\section*{The static limit behind the Gross--Kohn memory kernel}

\subsection*{The kernel and its time-domain form}

The Gross--Kohn kernel of 1985 is an interpolation for the long-wavelength exchange-correlation kernel $f(\omega)$ of the uniform electron gas. My subject is one of its three inputs, the value at zero frequency. I use Hartree atomic units: $f(\omega)$ is in hartree\,bohr$^3$ and the unit of time is 24.19 as. The gas is unpolarised and at zero temperature. The Fourier convention is $f(\omega)=\int dt\,e^{i\omega t}f(t)$, and $\delta(t)$ has its full weight at $t=0^+$. The ansatz is
\begin{equation}
\mathrm{Im}f(\omega)=\frac{a\,\omega}{(1+b\omega^2)^{5/4}} ,
\label{ansatz}
\end{equation}
with the real part fixed by causality and by the limit $f_\infty$. Since $f(t)-f_\infty\delta(t)$ vanishes for $t<0$, $\mathrm{Im}f(\omega)$ is its sine transform, and the inverse is
\begin{equation}
f(t)=f_\infty\delta(t)+\frac{2}{\pi}\int_0^\infty d\omega\,\mathrm{Im}f(\omega)\sin\omega t ,\qquad t\ge 0 .
\end{equation}
Put $\omega=x/\sqrt b$ and $\tau=t/\sqrt b$. The standard integral
\begin{equation}
\int_0^\infty\frac{\cos x\tau\,dx}{(1+x^2)^{5/4}}=\frac{\sqrt\pi\,(\tau/2)^{3/4}K_{3/4}(\tau)}{\Gamma(5/4)},
\end{equation}
differentiated with the help of $(\tau^{3/4}K_{3/4})'=-\tau^{3/4}K_{1/4}$, gives
\begin{equation}
f(t)-f_\infty\delta(t)=\frac{2a}{\pi b}\,\frac{\sqrt\pi\,2^{-3/4}}{\Gamma(5/4)}\,\tau^{3/4}K_{1/4}(\tau).
\label{kernel}
\end{equation}
It starts as $t^{1/2}$ and decays as $\tau^{1/4}e^{-\tau}$, so the memory time is $s\equiv\sqrt b$.

Two conditions fix $a$ and $b$. The first is the tail $\mathrm{Im}f\to-c\,\omega^{-3/2}$, for which I assume the literature coefficient $c=23\pi/15=4.817$, going back to Glick and Long. It gives $a=-c\,s^{5/2}$, and Eq.~\eqref{kernel} becomes
\begin{equation}
f(t)=-C\,s^{1/2}\tau^{3/4}K_{1/4}(\tau),\qquad C=\frac{2^{1/4}c}{\sqrt\pi\,\Gamma(5/4)},\qquad t>0 .
\label{scaled}
\end{equation}
At short times this is $-2c\sqrt{2t/\pi}$, with no trace of $s$. The second condition is the area under the memory part,
\begin{equation}
f(0)-f_\infty=\int_{0^+}^\infty f(t)\,dt=\frac{2}{\pi}\int_0^\infty\frac{\mathrm{Im}f}{\omega}\,d\omega=-\frac{c\,s^{3/2}}{\gamma},\qquad \gamma=\frac{\Gamma(1/4)^2}{\sqrt{32\pi}}=1.311 .
\label{area}
\end{equation}
With $\varepsilon(n)$ the exchange-correlation energy per electron, the third-moment sum rule in the form of Iwamoto and Gross (1987) gives $nf_\infty=2t_c+\tfrac{4}{15}u$. The virial relations $t_c=-\varepsilon-r_s\varepsilon'$ and $u=2\varepsilon+r_s\varepsilon'$, with the prime for $d/dr_s$, turn this into $nf_\infty=-(22\varepsilon+26r_s\varepsilon')/15$.

\subsection*{Where the assumption enters}

Equation~\eqref{area} needs $f(0)$. Gross and Kohn set it equal to the compressibility value,
\begin{equation}
f(0)=f_0\equiv\frac{d^2(n\varepsilon)}{dn^2},\qquad s=\Big(\frac{\gamma\Delta}{c}\Big)^{2/3},\qquad\Delta=f_\infty-f_0 .
\label{assumption}
\end{equation}
That is the assumption, and it enters nowhere else. The value $f_0$ is the limit $\omega\to0$ at fixed $q$, followed by $q\to0$. But Eq.~\eqref{ansatz} describes the function obtained by sending $q\to0$ first. Equation~\eqref{assumption} says that the two limits commute.

For numbers I use sodium and, beside it, aluminium as a wiring metal, with typical valence densities $r_s=3.93$ and $2.07$. For correlation I assume the Perdew--Zunger (1981) form $\varepsilon_c=-0.1423/(1+1.0529\sqrt{r_s}+0.3334\,r_s)$; exchange is $\varepsilon_x=-3k_F/4\pi$. The plasma period is $T_p=2\pi/\omega_p$ with $\omega_p^2=4\pi n$. All results belong to the electron-gas model at these densities, and intermediate values are carried unrounded.
\begin{center}
\begin{tabular}{lcc}
 & Na & Al\\ \hline
$n$ & 0.003933 & 0.02692\\
$k_F$ & 0.4883 & 0.9271\\
$\omega_p$ & 0.2223 & 0.5816\\
$T_p$ (as) & 684 & 261\\
$f_0$ & $-14.78$ & $-3.917$\\
$f_\infty$ & $-3.47$ & $-1.065$\\
$\Delta$ & 11.31 & 2.852\\
$s$ (a.u.) & 2.117 & 0.845\\
$s$ (as) & 51.2 & 20.4\\
$s/T_p$ & 0.0749 & 0.0782
\end{tabular}
\end{center}

\emph{Question: the memory time is under a tenth of the period. Is the kernel not adiabatic for practical purposes?}

The relevant number is the phase, $x=\omega_ps=0.471$ for sodium. The mean delay $\int tf\,dt/\int f\,dt$ of the memory part equals $-a/\Delta=\gamma s$, which is 67.1 as or $0.098\,T_p$. After a full period the exponential has fallen to $1.6\times10^{-6}$, but within the delay the density has changed noticeably. We shall see that $\mathrm{Im}f(\omega_p)$ is about half of $\Delta$.

\subsection*{Dropping it: the gas as an elastic body}

Define $f$ by $\chi^{-1}=\chi_s^{-1}-4\pi/q^2-f$. In the static order of limits the Fermi surface stays spherical at the local density. Then $\chi^{-1}+4\pi/q^2=-K/n^2$ and $\chi_s^{-1}=-K_s/n^2$, where $K$ is the bulk modulus of the neutralised gas and $K_s=nk_F^2/3$ that of free fermions. Hence $f=(K-K_s)/n^2=f_0$.

In the other order, $\omega\gg qv_F$ with $v_F=k_F$, an electron moves much less than a wavelength in a period. A longitudinal wave squeezes the gas along $\mathbf q$ only, and at zero temperature and low frequency collisions are too slow to restore the sphere. The gas responds as an elastic medium with a shear modulus $\mu$. A longitudinal displacement obeys $n\omega^2=n\omega_p^2+q^2(K+\tfrac43\mu)$, or
\begin{equation}
\chi^{-1}=\frac{\omega^2}{nq^2}-\frac{4\pi}{q^2}-\frac{K+\tfrac43\mu}{n^2}.
\end{equation}
The Lindhard function for $\omega\gg qv_F$ is $\chi_s=(nq^2/\omega^2)(1+3k_F^2q^2/5\omega^2)$, so $\chi_s^{-1}=\omega^2/nq^2-3k_F^2/5n$. This has the same form with $\mu_s=nk_F^2/5$, because $\tfrac13+\tfrac4{15}=\tfrac35$. Subtracting,
\begin{equation}
\lim_{\omega\to0}\lim_{q\to0}f(q,\omega)=f_0+S,\qquad S=\frac{4\mu_{xc}}{3n^2},\qquad\mu_{xc}=\mu-\mu_s .
\label{shear}
\end{equation}
This elastic reading of the kernel is due to Conti and Vignale (1999). The limits commute only if $\mu_{xc}=0$.

Landau theory gives $\mu$. A traceless strain $\epsilon_{ij}$ moves the Fermi surface by $\delta p=-k_F\epsilon_{ij}\hat p_i\hat p_j$, a pure $l=2$ distortion whose angular mean square is $\tfrac2{15}k_F^2\,\mathrm{tr}\,\epsilon^2$. Let $N^*=m^*k_F/\pi^2$, $v^*=k_F/m^*$, and expand the spin-symmetric Landau function as $N^*f^s=\sum_lF_lP_l(\cos\theta)$. The energy density rises by
\begin{equation}
\tfrac12N^*v^{*2}\Big(1+\frac{F_2}5\Big)\langle\delta p^2\rangle=\frac{nk_F^2}{5m^*}\Big(1+\frac{F_2}{5}\Big)\mathrm{tr}\,\epsilon^2\equiv\mu\,\mathrm{tr}\,\epsilon^2 .
\end{equation}
Galilean invariance gives $m^*=1+F_1/3$, so $\mu_{xc}=(nk_F^2/5)(F_2/5-F_1/3)/m^*$. The mass cancels against the one in $N^*$. With $y=\cos\theta$ and $F_l/(2l+1)=\tfrac12\int P_l\,N^*f^s\,dy$,
\begin{equation}
\mu_{xc}=\frac{nk_F^2}{5}\,\frac{k_F}{\pi^2}\,\frac12\int_{-1}^1dy\,[P_2(y)-P_1(y)]\,f^s(y).
\label{landau}
\end{equation}

Now a model for $f^s$: exchange between parallel spins through $W=4\pi/(Q^2+\kappa^2)$, with $Q^2=2k_F^2(1-y)$, so that $f^s=-W/2$. Using $P_1-P_2=(1-y)(1+3y)/2$ and $\lambda=\kappa^2/2k_F^2$,
\begin{align}
\mu_{xc}&=\frac{nk_F}{10\pi}\,I(\lambda),\nonumber\\
I(\lambda)&=\int_{-1}^1\frac{(1-y)(1+3y)}{2(1-y+\lambda)}\,dy=1+3\lambda-\lambda\Big(2+\frac{3\lambda}2\Big)\ln\Big(1+\frac2\lambda\Big).
\label{model}
\end{align}

\emph{Question: with the bare Coulomb interaction $F_1$ and $F_2$ diverge logarithmically. Why should I trust their difference?}

Because $P_1-P_2$ vanishes at forward scattering, $I(0)=1$ is finite, and there is a second route to the same number. At first order in the interaction nothing absorbs at $q\to0$ and finite $\omega$: a single pair cannot, and two-pair absorption enters $f$ at second order. So $\mathrm{Im}f=0$, and causality makes $f$ a constant equal to $f_\infty$. For exchange alone $nf_0=\tfrac49\varepsilon_x$ and $nf_\infty=\tfrac4{15}\varepsilon_x$, a gap of $\tfrac8{45}|\varepsilon_x|/n=2k_F/15\pi n$. Equations~\eqref{shear} and \eqref{model} at $\lambda=0$ give $S=\tfrac43k_F/10\pi n$, the same. At first order the whole gap $\Delta$ is shear stiffness and the true memory area is zero, whereas Eq.~\eqref{assumption} books all of it as memory. The assumption thus fails completely as $r_s\to0$, and the issue is how much of that failure survives screening.

\subsection*{The first correction to the time-domain kernel}

Keep the shape \eqref{ansatz}, the tail and $f_\infty$, and put Eq.~\eqref{shear} into the area condition \eqref{area}. Then $\Delta\to\Delta(1-\eta)$ and
\begin{equation}
s'=s\,(1-\eta)^{2/3}=s\Big(1-\frac23\eta-\frac19\eta^2-\dots\Big),\qquad\eta=\frac{S}{\Delta}=\frac{4\mu_{xc}}{3n^2\Delta}.
\end{equation}
In Eq.~\eqref{scaled} only $s$ changes. Write $g=\tau^{3/4}K_{1/4}=\tau^{1/2}\cdot\tau^{1/4}K_{1/4}$ and use $(\tau^{1/4}K_{1/4})'=-\tau^{1/4}K_{3/4}$, which gives $\tau g'=g/2-\tau^{7/4}K_{3/4}$. At fixed $t$,
\begin{equation}
s\frac{\partial f}{\partial s}=-Cs^{1/2}\Big(\frac g2-\tau g'\Big)=-Cs^{1/2}\tau^{7/4}K_{3/4}(\tau).
\end{equation}
With $\delta s/s=-2\eta/3$ the first correction is
\begin{equation}
\delta f(t)=\frac23\,\eta\,C\,s^{1/2}\,\tau^{7/4}K_{3/4}(\tau),\qquad\frac{\delta f}{f}=-\frac23\,\eta\,\frac{\tau K_{3/4}(\tau)}{K_{1/4}(\tau)} .
\label{correction}
\end{equation}
For $\mu_{xc}>0$ it is positive at all times and so weakens the negative kernel. It starts linearly in $t$, which leaves the $t^{1/2}$ onset intact, as it must since the onset is set by $c$. At long times the relative change tends to $-2\eta\tau/3$, the first term of the changed exponential. Its area follows from $\int_0^\infty\tau^{7/4}K_{3/4}\,d\tau=2^{3/4}\Gamma(7/4)$ and $\int_0^\infty g\,d\tau=2^{-1/4}\Gamma(3/4)$: the ratio of these is $3/2$, so $\int\delta f\,dt=\eta\Delta=S$, as required.

In frequency, $\mathrm{Im}f=-c\,s^{5/2}\omega(1+s^2\omega^2)^{-5/4}$ gives
\begin{equation}
\frac{\delta\,\mathrm{Im}f}{\mathrm{Im}f}=-\frac{5\eta}{3(1+x^2)},\qquad x=\omega s .
\end{equation}
For the real part, expand $\cos x\tau$ and use $\int_0^\infty\tau^{2k}g\,d\tau=2^{2k-1/4}\,k!\,\Gamma(k+\tfrac34)$. The series sums to
\begin{equation}
\mathrm{Re}f(\omega)=f_\infty-\Delta\;{}_2F_1\big(1,\tfrac34;\tfrac12;-x^2\big),
\label{real}
\end{equation}
which holds for the corrected kernel with $\Delta(1-\eta)$ and $x=\omega s'$.

\subsection*{How large it is}

I assume Thomas--Fermi screening, $\kappa^2=4k_F/\pi$, so that $\lambda=2/\pi k_F$.
\begin{center}
\begin{tabular}{lcc}
 & Na & Al\\ \hline
$\eta$, bare exchange & 0.47 & 0.51\\
$\lambda$ & 1.304 & 0.687\\
$I(\lambda)$ & 0.116 & 0.222\\
$S$ & 0.61 & 0.32\\
$\eta$, screened & 0.054 & 0.114\\
$-2\eta/3$ (\%) & $-3.6$ & $-7.6$\\
$s'/s-1$ (\%) & $-3.6$ & $-7.7$\\
$s'$ (as) & 49.3 & 18.9\\
$\delta\,\mathrm{Im}f/\mathrm{Im}f$ at $\omega_p$, first order (\%) & $-7.4$ & $-15$
\end{tabular}
\end{center}
The third figures in the lower rows serve only to show the shifts; the model for $\mu_{xc}$ supports one figure in $\eta$.

At the sodium density bare exchange would give $S=5.27$ and cut the memory time to 34 as. Screening removes most of this, because the weight $(1-y)(1+3y)$ changes sign and a short-ranged $W$ is nearly independent of angle on the Fermi surface. What remains shortens the memory time by 1.9 as, which is $0.003\,T_p$. At $\tau=1$ the Bessel ratio in Eq.~\eqref{correction} is 1.20 and the kernel is weakened by 4.3 per cent. The first-order formula loses its meaning near $\tau=3/2\eta\approx28$, or 2.1 plasma periods, long after the kernel has died. In aluminium $\eta$ is about twice as large, in line with the trend toward $\eta\to1$ at high density.

At the sodium plasma frequency, refitting in full moves $\mathrm{Im}f$ from $-5.44$ to $-5.04$ and $\mathrm{Re}f$ from $-11.81$ to $-11.52$. The shift of the real part, 0.29, is about half of $S$, and about a tenth of the memory effect itself, $\mathrm{Re}f(\omega_p)-f_0=2.98$. The pole of $\chi$ lies at $\omega^2=\omega_p^2+q^2[\tfrac35k_F^2+nf(\omega_p)]$. The first term in the bracket is 0.1431; the real part of the bracket goes from 0.0966 to 0.0978, a rise of 1.2 per cent in the model's plasmon dispersion. The damping of order $q^2$ falls in proportion to $\mathrm{Im}f$.

\emph{Question: at any finite $q$ the compressibility rule and the Kramers--Kronig relation both hold. Where did the area $S$ go?}

To low frequency. At small finite $q$ the area is still $-\Delta$. For $\omega\gg qv_F$ the kernel is the $q\to0$ function, whose area is $-(\Delta-S)$. The remainder $-S$ must come from $\omega\lesssim qv_F$. A cartoon is a single line of weight $w$ at frequency $\Omega$, for which
\begin{equation}
f(t)=-w\,\Omega\sin\Omega t,\qquad\mathrm{Re}f(\omega)=-\frac{w\,\Omega^2}{\Omega^2-\omega^2}.
\label{line}
\end{equation}
With $w=S$ and $\Omega\sim qv_F$ it contributes $-S$ at $\omega=0$ and almost nothing at $\omega\gg\Omega$. In time, the true kernel has a second, slow component: the distorted Fermi surface is forgotten only when electrons have crossed a wavelength. For an illustrative $q=0.1\,k_F$ at the sodium density, $1/qv_F=1.0$ fs or $1.5\,T_p$, with an amplitude scale $Sqv_F$ that is 0.003 of $\Delta/s$. Equation~\eqref{assumption} takes this long, faint, nonlocal memory and packs it into the fast local one.

\emph{Question: experiments are not done at zero temperature. Do collisions not restore the Gross--Kohn limit?}

They do not restore it. Below the collision rate $1/\tau_c$ the shear modulus of the interacting gas relaxes to zero, but the Kohn--Sham gas has no collisions and keeps $\mu_s$. The same subtraction then gives $f_0-4\mu_s/3n^2$, up to small thermal terms in $K$, and $4\mu_s/3n^2=16$ at the sodium density exceeds $\Delta$. For a single relaxation time the extra memory is $-(4\mu/3n^2)\,e^{-t/\tau_c}/\tau_c$. As an order of magnitude, $\tau_c\sim E_F/(k_BT)^2$ with $E_F=k_F^2/2$ is 3 ps at an assumed 300 K. Then $1/\omega_p\tau_c=3\times10^{-5}$ and the contribution to $f(\omega_p)$ has magnitude $6\times10^{-4}$, negligible beside 0.29. At optical frequencies the collisionless limit \eqref{shear} is the right anchor.

\emph{Question: you kept the one-hump shape. Is that not the larger uncertainty?}

At the plasma frequency it can be, and Eq.~\eqref{line} gives the size. Decay into two plasmons opens near $2\omega_p$, a feature that Eq.~\eqref{ansatz} lacks. Suppose the static limit were $f_0$ after all, and move the same weight $w=0.61$ out of the hump into a line at $\Omega=2\omega_p$. The refitted hump again shifts $\mathrm{Re}f(\omega_p)$ by $+0.29$, the line adds $-4w/3=-0.82$, and the net is $-0.53$. Misplacing about five per cent of the area therefore produces a shift of opposite sign and almost twice the size. Such a line also rings at $2\omega_p$ rather than decaying on the scale $s$. So Eq.~\eqref{correction} is the correction within the Gross--Kohn family. It makes the area right; it does not make the shape right.

\emph{Question: how far can we trust $\eta=0.054$?}

Equations~\eqref{shear}, \eqref{landau} and \eqref{correction} do not depend on the screening model; the value of $\mu_{xc}$ does. The model screens statically, has no interaction between opposite spins, ignores quasiparticle renormalisation and the change of $W$ with the occupations, and is not tied to the same correlation energy as $\Delta$. As typical knowledge and not as a measurement, published many-body estimates of $\mu_{xc}$ near the sodium density run from roughly half to roughly twice the value of Eq.~\eqref{model}, so the model may miss by a factor of two in either direction. That puts $\eta$ between 0.027 and 0.11 and shortens $s$ by 2 to 7 per cent, at most 3.8 as; the aluminium column should be read with the same reserve. Over this whole range the shift is below one per cent of the plasma period. For the electron-gas model at the sodium density the memory time stays near 50 as, about seven per cent of $T_p$, and the price of letting the two limits commute is an area of the memory kernel too large by several per cent and an absorption at $\omega_p$ too large by a somewhat greater fraction.